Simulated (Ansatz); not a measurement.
Sr2Ir: energy above lowest point against volume scale

Free energy against uniform scaling of the volume at fixed shape and fractions; periodic cell, basis, potentials, k mesh and filling as listed. The results are calculated, by Ansatz 0.2.0.

The cell before it is scaled or strained (space group Fm-3m, No. 225):
```
cell vectors (Å)
   0.0000     3.6122     3.6122
   3.6122     0.0000     3.6122
   3.6122     3.6122     0.0000
atoms (fractions of the cell vectors)
Sr  0.75000  0.75000  0.75000
Sr  0.25000  0.25000  0.25000
Ir  0.00000  0.00000  0.00000
```

Settings of every row: functional LDA; dispersion none; potentials all-electron LAPW; k mesh 7x7x7; k shift 0x0x0; occupations fermi dirac; smearing width 0.1 eV; spin none; basis error target 0.001 eV/atom; SCF threshold exponent -9.

Limits: coarse k mesh, up to 40 meV an atom off; minimum outside the range; no spin-orbit coupling, which can matter with elements this heavy; the cell comes from a prototype or a list of computed structures and needn't be the stable phase.

| row | volume scale | V (Å³/atom) | energy above lowest point (meV/atom) |
| --- | --- | --- | --- |
| 1 | 0.94 | 29.536 | 0 |
| 2 | 0.97 | 30.479 | 9.7 |
| 3 | 1 | 31.421 | ? |
| 4 | 1.03 | 32.364 | 48.8 |
| 5 | 1.06 | 33.307 | 76.2 |

Question: what energy above lowest point should row 3 give?

Worked fit of energy above lowest point. Take u = (V_r/V)^(2/3) − 1 with V_r = 31.421 Å³ an atom, which is twice the finite (Eulerian) strain; such expansions in the strain, on which the Birch-Murnaghan equation of state is built, carry the rest volume and the bulk modulus. The shown rows have u = 0.04211, 0.0205, -0.01952, -0.03812. Least squares give energy above lowest point = 26.32 − 984.1 × u + 8522 × u² meV/atom; a straight line predicts inner rows, each left out in turn, worse (root mean square 7.9 against 0.064 meV/atom). All shown rows lie on it to the printed digit. The withheld row has u = 0, so the fit gives 26.32 − 984.1 × (0) + 8522 × (0)² = 26.3 meV/atom.

The calculation gave 26.3 meV/atom. The fit meets it to the printed digit.
